Reading the pressure dependence of a pyrolysis: the Goldfinger-Letort-Niclause rules

An organic vapour in a hot-wall furnace often decomposes in the gas before it reaches a wafer, and the loss depends on pressure through an overall order n, defined by rate ∝ [A]ⁿ. For radical chains of the kind described by Rice and Herzfeld in 1934, the Goldfinger-Letort-Niclause rules give n from the type of the initiation and termination steps alone. The reference case below is dimethyl ether (DME) at 800 K (527 °C).

The chain and its two carriers

A β radical propagates by reacting with the parent A; a μ radical propagates by falling apart. In DME:

initiation: CH₃OCH₃ → CH₃ + CH₃O, rate rᵢ ∝ [A]ⁱ
β step: CH₃ + CH₃OCH₃ → CH₄ + CH₃OCH₂, coefficient kβ
μ step: CH₃OCH₂ → CH₃ + CH₂O, coefficient kμ

CH₃O sheds an H atom that abstracts from DME, so each initiation event delivers two carriers. We treat initial rates in pure A, so that A is also the third body M. Coefficients are per molecule. The termination coefficients a (ββ), b (βμ) and c (μμ) count events, each removing two radicals.

Derivation

If the chains are long, the two propagation steps run at the same rate, kβ[β][A] = kμ[μ], so

x = [μ]/[β] = kβ[A]/kμ   (1)

This is the ratio of the waiting times, τμ/τβ, with τμ = 1/kμ and τβ = 1/(kβ[A]). Propagation conserves radicals, so in steady state initiation balances termination:

rᵢ = a[β]² + b[β][μ] + c[μ]² = [β]²(a + bx + cx²)   (2)

Solving (2) for [β] gives the rate of loss of A:

r = kβ[A] √( rᵢ / (a + bx + cx²) )   (3)

Let one term dominate the denominator, let its coefficient scale as [A]ᵐ (m = 1 with a third body, 0 without), and take kμ independent of pressure, so x ∝ [A]. The root supplies [A]^((i − m)/2), the prefactor supplies [A], and the factor 1, x or x² removes the power 0, 1/2 or 1:

n = (i − m)/2 + s, with s = 1 (ββ), 1/2 (βμ), 0 (μμ)   (4)

For i = 1 the orders are 3/2 (ββ), 1 (βμ or ββM), 1/2 (μμ or βμM) and 0 (μμM); i = 2 adds 1/2 to each. An order therefore restricts the mechanism without fixing it.

Real systems mix the channels and sit in fall-off. Let wββ, wβμ and wμμ be the shares of a, bx and cx² in their sum, i the local slope d ln rᵢ/d ln[A], m̄ the share-weighted slope of a, b and c, and p the slope of kμ, so that x has slope 1 − p. The denominator in (3) then has slope m̄ + (1 − p)(wβμ + 2wμμ), and

n = (i − m̄)/2 + s, with s = 1 − (1 − p)(wβμ/2 + wμμ)   (5)

At p = 0, s is the share-weighted mean of 1, 1/2 and 0. At p = 1 the μ radical needs a collision with A to decompose and counts as β. For a = c and the cross-combination estimate b = 2√(ac), with p = 0, s = 1/(1 + x).

Three molecules compared

All coefficients are approximate values for 800 K, good at best to a factor of two or three. An ideal gas at 100 Torr holds 1.207×10¹⁸ cm⁻³, and at 7600 Torr (10 atm) 9.17×10¹⁹ cm⁻³.

DME: kβ = 1×10⁻¹⁴ cm³/s; kμ = 1×10⁶ s⁻¹ at 100 Torr and 2×10⁶ s⁻¹ at 7600 Torr.
Acetaldehyde (β = CH₃, μ = CH₃CO → CH₃ + CO): kβ = 2×10⁻¹⁴ cm³/s, kμ = 1×10⁷ s⁻¹.
Both: a = c = 3×10⁻¹¹ cm³/s, b = 6×10⁻¹¹ cm³/s.
Ethane (β = H, μ = C₂H₅ → C₂H₄ + H): kβ = 5×10⁻¹³ cm³/s; kμ = 1×10³ s⁻¹ at the high-pressure limit and 3×10² s⁻¹ in fall-off; c = 2×10⁻¹¹ cm³/s; b = 1×10⁻¹⁰ cm³/s, which overstates termination because part of H + C₂H₅ gives two CH₃; a = 5×10⁻³³ cm⁶/s × [M] = 6.0×10⁻¹⁵ cm³/s.

Model orders from (5) with i = 1 and m̄ = 0:

system        Torr   p     x        wββ    wβμ    wμμ    s      n
acetaldehyde  100    0     0.0024   >0.99  <0.01  <0.01  1.00   1.50
DME           100    0     0.012    0.98   0.02   <0.01  0.99   1.49
DME           7600   0     0.46     0.47   0.43   0.10   0.69   1.19
ethane        100    0     6.0×10²  <0.01  0.01   0.99   <0.01  0.50
ethane        100    0.5   2.0×10³  <0.01  <0.01  >0.99  0.50   1.00

The trend follows x. The carrier that waits longer accumulates and does the terminating, and s records whether it waits for a collision with A. In DME at 100 Torr methyl is a sluggish abstractor (τβ = 83 µs), while CH₃OCH₂ readily breaks up to form a C=O bond (τμ = 1 µs). The pool is methyl and s is near 1. Acetyl is shorter-lived still. Both μ radicals are really in fall-off at 100 Torr, but this hardly matters: setting p = 1 for DME raises n by only 0.012. Raising the pressure shortens τβ and pulls the order down, as in the third row. The first and last two rows are insensitive to a factor of three in x, whereas the third row is sensitive to it and shows only the direction.

Ethane reverses the roles, with τβ = 1.7 µs and τμ = 1 ms. The integer rule (4) gives 1/2, about half the near-first order typical of ethane pyrolysis. The μ label is at fault: C₂H₅ is small and decomposes in fall-off. In the last row p = 0.5 was chosen to reproduce the typical behaviour, so that row illustrates (5) and does not test it.

The long-chain assumption holds at 100 Torr. With an approximate first-order initiation coefficient kᵢ = 1×10⁻⁶ s⁻¹ for DME, (2) gives [CH₃] = 2.0×10¹¹ cm⁻³, the fractional loss rate is r/[A] = 2.0×10⁻³ s⁻¹, and the chain length r/rᵢ is 2.0×10³. Losses of A outside the chain are a few times the inverse of that length. The rate is the model's; typical static-reactor rates for these conditions are lower, and the model runs high by roughly a factor of two to three. Approximate values kᵢ = 3×10⁻⁷ s⁻¹ for acetaldehyde and 3×10⁻⁸ s⁻¹ for ethane (last row) give chain lengths of 7×10³ and 3.5×10².

DME through the fall-off range

Both limits, i = 1 with ββ and i = 2 with ββM, give 3/2, because i and m enter as a difference. Between them use the Lindemann form k ∝ P/(P + Pc), whose slope is 1/(1 + P/Pc), with illustrative centre pressures Pc of 3 Torr for initiation and 10 Torr for methyl recombination, and s = 1.

Torr   i − 1   m      n
1      0.75    0.91   1.42
10     0.23    0.50   1.37
100    0.03    0.09   1.47

The model's minimum is 1.35, at the geometric mean of the two centre pressures, 5.5 Torr. Real fall-off curves are broader than this form, so the dip spreads over more decades of pressure. At 100 Torr the shift already exceeds the effect of μ termination, and the order of DME is fixed only as about 1.5. Ethane lacks this cancellation: its initiation is the reverse of methyl recombination and has the same slope, while ethyl termination is nearly pressure independent, so 0.045 is added to n at 100 Torr.

Use in a reactor

At fixed residence time and low conversion the fraction decomposed scales as P^(n − 1). A tenfold pressure cut lowers it by a factor of 3.2 at n = 3/2, leaves it unchanged at n = 1, and raises it by 3.2 at n = 1/2. If the reactant is dilute in argon or nitrogen at fixed total pressure, [M] is constant, so the order in A takes i = 1, m = 0 and p = 0. Hydrogen is no inert carrier, since CH₃ + H₂ → CH₄ + H changes the β radical.

Walls can rival gas-phase termination. The DME model removes each methyl at the frequency 2a[CH₃] = 12 s⁻¹. Between fully absorbing plates a distance d apart, the slowest diffusion mode decays at kw = π²D/d². With an approximate D = 5 cm²/s at 100 Torr, kw is 2.0 s⁻¹ for d = 5 cm and 2.0×10² s⁻¹ for a wafer gap of 0.5 cm; real surfaces stick less, so both are upper bounds. Where walls dominate, [β] = 2rᵢ/kw, the square root is lost, and n = i + 1 for a surface-limited kw or i + 2 for a diffusion-limited kw ∝ 1/P.

The rules also need a β/μ chain to begin with. Silane, which decomposes thermally by eliminating H₂ to give SiH₂ that then inserts into Si–H bonds, falls outside them.